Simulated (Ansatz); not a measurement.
# Zr$_{4}$O: do energies and stresses tell the same story?

All numbers below come from Ansatz, DFT r2SCAN, scalar-relativistic, plane waves, PAW.

Plane waves to 500 eV, a k mesh through Γ of 6×6×6 on the computed 15-atom cell and Gaussian smearing (0.10 eV); no spin polarisation.

Relaxed cell: R-3, a = 5.653 Å, b = 5.653 Å, c = 31.112 Å, α = 90.00°, β = 90.00°, γ = 120.00°, 15 atoms in the primitive cell. Whether it is the stable form of this composition wasn't checked.

Energies at zero smearing and pressures from the stress tensor, at volumes with shape and atoms relaxed:
```json
{"V (Å³/atom)": "16.838", "E − E(first) (meV/atom)": "0.00", "P (GPa)": "20.43"}
{"V (Å³/atom)": "17.412", "E − E(first) (meV/atom)": "-61.80", "P (GPa)": "14.21"}
{"V (Å³/atom)": "17.986", "E − E(first) (meV/atom)": "-102.80", "P (GPa)": "8.81"}
{"V (Å³/atom)": "18.560", "E − E(first) (meV/atom)": "-125.69", "P (GPa)": "4.09"}
{"V (Å³/atom)": "19.134", "E − E(first) (meV/atom)": "-132.85", "P (GPa)": "0.00"}
{"V (Å³/atom)": "19.708", "E − E(first) (meV/atom)": "-126.30", "P (GPa)": "-3.56"}
{"V (Å³/atom)": "20.282", "E − E(first) (meV/atom)": "-107.85", "P (GPa)": "-6.65"}
{"V (Å³/atom)": "21.047", "E − E(first) (meV/atom)": "-67.47", "P (GPa)": "-10.13"}
```

Question: Check P = −dE/dV between neighbouring volumes, and get the bulk modulus from the pressures alone.

Answer: With 1 eV/Å³ = 160.2 GPa:
```
middle V (Å³/atom)  −ΔE/ΔV (GPa) mean P (GPa)
            17.125        17.249        17.320
            17.699        11.444        11.508
            18.273         6.390         6.449
            18.847         1.996         2.044
            19.421        -1.828        -1.782
            19.995        -5.149        -5.104
            20.665        -8.454        -8.389
```

The two differ by 0.07 GPa at most. The mean of two end pressures misses the average over a step by about ΔV² P″/12, up to 0.07 GPa here; with that taken off 0.01 GPa remains. Around V = 19.134 Å³/atom, the two neighbours give B = −V ΔP/ΔV = 19.134 × 7.65 / 1.148 = 127.5 GPa, against B0 = 127.0 GPa from the Birch–Murnaghan fit of the energies.

Cost: 9 runs of about 68 core-minutes in all, on Oxide Virtual Turin-like Processor (Zen 5) (shared hosts).

Energies and stresses describe the same equation of state. The mean pressure lies above the energy slope in every interval, as it must for a pressure curve that is convex in volume: a straight line between two points then runs above the curve. The slightly higher modulus from the pressures probably also comes from the finite step, since a central difference overestimates the magnitude of the slope when the curve steepens at an increasing rate on compression; constant curvature alone would cancel.

That steepening reflects Pauli repulsion and electronic kinetic energy, which rise rapidly as the atoms are pushed together, while cohesion weakens more gradually on expansion. In a suboxide like this, metallic Zr–Zr bonding carries much of the resistance to compression, and interstitial oxygen probably adds to it through short, polar Zr–O bonds with O 2p–Zr 4d mixing.

The agreement suggests that the residual Pulay stress is small, but it doesn't validate the absolute stiffness, because errors of the functional or of the shared k-point sampling can enter energy and stress alike and cancel in the comparison.
